Ethylene on the basal plane of graphite has a low-density monolayer phase that is typically described as a triangular solid of orientationally disordered molecules. I use two typical inputs for it, a spacing a = 0.465 nm and melting near T_m = 68 K. Graphite has the lattice constant 0.2461 nm (compiled value, Wikipedia), so the √3 × √3 registry has spacing 0.4263 nm. The layer is 9.1 % wider than that and floats. I will replace it by point masses and springs, solve small pieces exactly, and set the answers beside the theory of Kosterlitz and Thouless (1973), Halperin and Nelson (1978) and Young (1979).

First the general statement. The elastic energy is ½∫d²r (2μ u_ij² + λ u_kk²), with Lamé constants μ, λ in N/m, Young modulus Y = 4μ(μ+λ)/(2μ+λ) and Poisson ratio σ = λ/(2μ+λ). k is the Boltzmann constant and K = Ya²/kT. For a reciprocal vector G the correlation ⟨exp iG·[u(r) − u(0)]⟩ falls as r^(−η_G), with η_G = kT G²(3μ+λ)/[4πμ(2μ+λ)]. Dislocations unbind at K = 16π, where the first peak has η = (1+σ)(3−σ)/12 ≤ 1/3. All constants here are the renormalised, long-wavelength ones, and the support is smooth.

The model is a triangular lattice with one unstressed central spring κ on each nearest-neighbour bond. The bond directions e₁, e₂, e₃ lie at 0°, 60°, 120°. A wave picks up phases θ_j = a q·e_j, with θ₃ = θ₂ − θ₁. With c_j = 2(1 − cos θ_j) the stiffness matrix is 2 × 2:

D(q) = κ Σ_j c_j e_j e_jᵀ, tr D = κ(c₁+c₂+c₃), det D = (3/4)κ²(c₁c₂+c₂c₃+c₁c₃).

At small q, c_j → θ_j². Over the three directions cos⁴ sums to 9/8 and cos² sin² to 3/8, so the eigenvalues are (9/8)κa²q² (longitudinal) and (3/8)κa²q² (transverse). Dividing by the cell area √3a²/2 gives 2μ+λ = 3√3κ/4 and μ = √3κ/4. Hence λ = μ, σ = 1/3, Y = 8μ/3 = 2κ/√3, and K = 16π means κa²/kT = 8√3π = 43.5. I choose κ so that this happens at the typical 68 K: κ = 0.189 N/m, μ = 0.0818 N/m, Y = 0.218 N/m. T_m is therefore an input, and the numbers that follow are the model's.

Now wrap the lattice into a torus of L × L cells with the centre of mass fixed. The phases θ₁, θ₂ are multiples of 2π/L, and classical equipartition gives ⟨|u|²⟩ = (kT/κ) S_L with

S_L = L⁻² Σ_(q≠0) (4/3)(c₁+c₂+c₃)/(c₁c₂+c₂c₃+c₁c₃).

For four sites there are three wavevectors, each with c = (4, 4, 0) in some order. Each term is 2/3, and S₂ = 1/2. For sixteen sites, nine wavevectors have one c equal to zero and give 8/(3c): six with c = 2, three with c = 4, together 10. The other six have (2, 2, 4) and give 8/15 each. So S₄ = (10 + 16/5)/16 = 33/40. The same sum for 64 sites gives S₈ = 1.1585.

The displacements are Gaussian, so |⟨exp iG·u⟩|² = exp(−⟨(G·u)²⟩), and sixfold symmetry gives ⟨(G·u)²⟩ = G²⟨|u|²⟩/2. The first peak has G₁ = 4π/(√3a) = 15.6 nm⁻¹, and at T_m the exponent becomes (π/3√3) S_L. If the Debye–Waller factor falls as L^(−η), doubling L measures η as (π/3√3)(S_2L − S_L)/ln 2. From 2 to 4 this is 0.283, from 4 to 8 it is 0.291.

The limit comes from the small-q form:

½⟨(G·[u(r) − u(0)])²⟩ = kT ∫d²q/(2π)² (1 − cos q·r) [G_L²/(2μ+λ) + G_T²/μ]/q²,

where G_L and G_T are the components along and across q. Each square averages to G²/2, and ∫₀^X (1 − J₀(x)) dx/x → ln(X/2) + 0.577 for large X. The coefficient of ln r is η_G = (kT G²/4π)[1/μ + 1/(2μ+λ)], which is the general formula. The angular remainder only changes a prefactor. The same integral cut off at q ~ 1/L gives ⟨(G·u)²⟩ = η_G ln L + constant. For the springs dS_L/d ln L → 8/(3√3π) = 0.490, and η = 8/27 = 0.296 at T_m. The two doublings fall short of this by 4.3 % and 1.8 %.

Question: What does a diffraction experiment see, if there is no true Bragg peak?

The Fourier transform of r^(−η) in the plane scales as |q|^(−2+η), with q counted from G. A powder of crystallites integrates along the ring, which removes one power and leaves |q|^(−1+η) close to the peak. The height per molecule grows as L^(2−η): a tenfold larger domain raises the first peak 51 times instead of 100 times. Since η_G ∝ G², the first four shells, with G²/G₁² = 1, 3, 4, 7, have η = 0.296, 0.889, 1.185, 2.074 at T_m. A single-crystal peak diverges only for η < 2, that is G²/G₁² < 6.75, so the fourth shell has already lost its divergence.

Now the defects. Let β_ij be the distortion, equal to ∂_i u_j away from cores. A Burgers vector density b gives ε_ki ∂_k β_ij = b_j. In Fourier space, with axes L and T, this fixes β_TT = b_T/iq and β_TL = b_L/iq and leaves β_LL and β_LT free. Minimising over β_LL gives β_LL = −λβ_TT/(2μ+λ) and energy density ½Y|β_TT|². Choosing β_LT = −β_TL cancels the shear at no cost, because a local rotation is free. So

E = ½ ∫d²q/(2π)² Y |b_T(q)|²/q².

One dislocation with |b| = a in a disc of radius R has b_T² averaging to a²/2, and E = (Ya²/8π) ln(R/a) + E_c. That gives the smallest model of melting, with two states, dislocation absent or present. The second has about 6(R/a)² realisations, six Burgers vectors at any site, so its weight relative to the first scales as y (R/a)^(2 − K/8π), with y = exp(−E_c/kT). It vanishes for large R if K > 16π and takes over if K < 16π.

A pair b, −b at separation r says the same. Insert |b_T|² = 2a²(1 − cos q·r) sin²φ, with φ the angle of q and θ the angle of r, both from b. The angular average of (1 − cos q·r) sin²φ is ½(1 − J₀) − ½J₂ cos 2θ, and ∫₀^∞ J₂ dx/x = ½. Thus

E/kT = (K/4π)[ln(r/a) − ½ cos 2θ] + 2E_c/kT,

with the remaining constant absorbed in E_c. The Boltzmann weight factorises, and for r > a

⟨r²⟩/a² = (K/4π − 2)/(K/4π − 4) = (2T_m − T)/[2(T_m − T)],

the last form for fixed κ. The model then reads:

T = 51 K: K = 67.0, η = 0.222, ⟨r²⟩/a² = 2.50
T = 60 K: K = 57.0, η = 0.261, ⟨r²⟩/a² = 4.75
T = 66 K: K = 51.8, η = 0.288, ⟨r²⟩/a² = 17.5
T = 68 K: K = 50.3, η = 0.296, ⟨r²⟩ divergent

To compare with the general statement, write 1/μ = 2(1+σ)/Y and 1/(2μ+λ) = (1−σ²)/Y. Their sum is (1+σ)(3−σ)/Y. With G₁²a² = 16π²/3 and kT = Ya²/16π, η = (1+σ)(3−σ)/12. It is 1/4 at σ = 0, 8/27 at our σ = 1/3, and has its maximum 1/3 at σ = 1. A triangular floating solid cannot show a first-peak exponent above 1/3.

Question: Bound pairs soften the solid. Which K goes into the criterion?

The softened one, and we can count the softening. A uniaxial stress τ along the unit vector n does work τ(n·b)(n×r) on a pair, climb included, which assumes that molecules can enter or leave the lattice. The pairs add their density times ⟨(n·b)²(n×r)²⟩/kT to 1/Y. Averaged over n, cos²φ sin²(φ−θ) is ¼(1 − ½cos 2θ). Weighted with exp[(K/8π) cos 2θ] over θ this gives (π/4)(2I₀ − I₁), modified Bessel functions of argument K/8π, and there are three Burgers axes. Second, two dislocations at 120° add up to an elementary one. Their angular interaction has the same amplitude, so a close pair of them feeds y with weight 2πI₀y². Integrating out a shell dl = d ln r:

dK⁻¹/dl = (3π/4)(2I₀ − I₁) y², dy/dl = (2 − K/8π) y + 2πI₀ y².

Put x = 16π/K − 1, small. Then dx/dl = Ay² and dy/dl = 2xy + By², with A = 12π²(2I₀ − I₁) and B = 2πI₀ at argument 2, where I₀ = 2.2796 and I₁ = 1.5906. A straight trajectory y = mx needs Am² − Bm − 2 = 0. The negative root is the line that runs into K = 16π, y = 0. With s = B²/A = I₀²/[3(2I₀ − I₁)] = 0.5835, it has p = Bm = [s − √(s² + 8s)]/2 = −0.8272 and Am² = 2 + p. On this line |x| = 17.3 y. An illustrative y = 0.005, a core energy of 5.3 kT, puts the bare x at −0.087, so to leading order melting comes about 9 % below the bare estimate. My fitted κ stands for the renormalised stiffness.

For the correlation length, start a distance δ ∝ t = (T − T_m)/T_m above the line. Linearising, dδ/dl = 2x(1 + Bm − Am²)δ = −2xδ. Along the line x = −1/[(2+p) l], so δ ∝ t l^(2/(2+p)). The flow leaves the line when δ ~ |x| ~ 1/l, at l* ∝ t^(−ν̄) with

ν̄ = (2+p)/(4+p) = 0.3696, ξ = a exp(l*) = a exp(c t^(−ν̄)).

Without the 120° fusion B = 0 and ν̄ = ½, the Kosterlitz–Thouless value. The constant c is not universal. An illustrative c = 1 at t = 0.01 gives l* = 5.49 and ξ = 2.4 × 10² a.

Above T_m free dislocations destroy the shear modulus, but the bond angle ϑ keeps a stiffness, ½K_A∫d²r |∇ϑ|². This is one scalar mode. The same logarithm gives ⟨[ϑ(r) − ϑ(0)]²⟩ = (kT/πK_A) ln r, so exp(6iϑ) decays with η₆ = 36kT/(2πK_A) = 18kT/(πK_A). A disclination turns ϑ by 2π/6, so |∇ϑ| = 1/(6r) and E = (πK_A/36) ln(R/a). Against the entropy 2k ln(R/a) it unbinds at K_A/kT = 72/π = 22.9, where η₆ = 1/4.

Question: But graphite is a sixfold crystal. Does that second transition exist for ethylene?

Not in this form. The substrate adds a term ∝ cos 6ϑ, a field on the hexatic order parameter. An operator whose correlation decays as r^(−η) has a coupling that grows under rescaling as exp[(2 − η/2)l]. With η₆ ≤ 1/4 the rate is at least 15/8, strongly relevant. The fluid keeps long-range bond order, and the transition at 72/π becomes a crossover. If the layer prefers two mirror-image angles off the graphite axes, an Ising-like transition between them can remain. So 72/π and η₆ = 1/4 belong to a smooth support.

Question: Then rotation is not free in the solid either.

Correct. Add ½γ(∂_x u_y − ∂_y u_x)² to the energy density, for rotation away from the preferred angle. The transverse mode stiffens to μ+γ. In the dislocation problem we now minimise ½μ(β_LT + β_TL)² + ½γ(β_LT − β_TL)², which leaves ½X|β_TL|² with X = 4μγ/(μ+γ). Unbinding moves to (Y + X)a²/kT = 16π. Define w = μ/(μ+γ) + μ/(2μ+λ). Then Y + X = 4μ(2 − w), the bracket in η_G is w/μ, and at unbinding

η = w(2 − w)/3 ≤ 1/3.

The bound survives, while the formula in σ holds only for γ = 0. I have no value of γ for ethylene. An illustrative γ = 0.1μ raises the unbinding temperature at fixed κ by 14 % and moves η from 0.296 to 0.314, a shift of about half the gap between 8/27 and 1/3. At γ = μ/2 the springs reach 1/3 exactly. The angular term is now proportional to Y − X, so ν̄ depends on γ. At X = Y it vanishes, each of the two compliances gains (3π/2)y² dl, the sum obeys dK⁻¹/dl = (3π/4)y², and s = 1/3 gives ν̄ = 2/5.

Question: Could the corrugation pin the layer, or the graphite deform with it?

Pinning needs a vector M common to both reciprocal lattices, with a potential cos(M·u) that is relevant for η_M < 4. At T_m this means M²/G₁² < 13.5 in the spring model. The √3 × √3 registry has M²/G₁² = 3. It would stay pinned, with true Bragg peaks, and none of this talk would apply to it. Our squared spacing ratio is (0.465/0.2461)² = 3.570, close to 25/7 = 3.571, a rotated coincidence cell with M²/G₁² = 25. There η_M = 7.41 at T_m, which is irrelevant, so the model floats at melting even if that cell fits. As for deformation, the compiled C11 = 1109 GPa and C12 = 139 GPa (Savini 2010) give an in-plane shear constant (C11 − C12)/2 = 485 GPa. Times half of c = 0.67076 nm (compiled value, Lebedeva 2016) this is 163 N/m per sheet, 2.0 × 10³ times the model's μ. The substrate is rigid.

Question: Why fit κ? A pair potential would supply it.

Take a Lennard-Jones pair ε[(a/r)¹² − 2(a/r)⁶] with its minimum at a and an assumed depth ε/k = 200 K. Its curvature is κ = 72ε/a² = 0.919 N/m, and K = 16π falls at 72ε/(8√3πk) = 331 K. That estimate is too high, about five times the melting temperature typical of this layer. The model shows why. Equipartition spreads 2N modes over 3N bonds, so the bond stretch has ⟨δr²⟩ = 2kT/3κ, and at K = 16π the root mean square is 0.124 a whatever κ is. The potential expands as ε(−1 + 36z² − 252z³) in z = δr/a. At z = 0.124 the cubic term is 7z = 0.87 of the quadratic one, and the curvature changes sign at z = (13/7)^(1/6) − 1 = 0.109. Anharmonicity is as large as the harmonic term, so the criterion cannot be fed with the stiffness at the minimum. It relates T_m to the stiffness at T_m.

Question: So is ethylene on graphite a KTHNY system?

The model cannot decide that. K = 16π is a stability limit: a floating solid cannot exist with a smaller renormalised K, but it can melt earlier. A low core energy takes y out of the range of the expansion, and a first-order transition can intervene. The molecules can also tilt and tumble, which point masses cannot do, and this changes the area per molecule and the elastic constants. The monolayer is typically described as melting continuously, which permits dislocation unbinding without proving it. The test that is free of fitted inputs lies in the line shape: the first-peak exponent should rise towards a value no larger than 1/3, the higher peaks should follow η_G ∝ G², and above T_m the width 1/ξ should open as exp(−c t^(−ν̄)), with ν̄ = 0.3696 if γ is negligible against μ.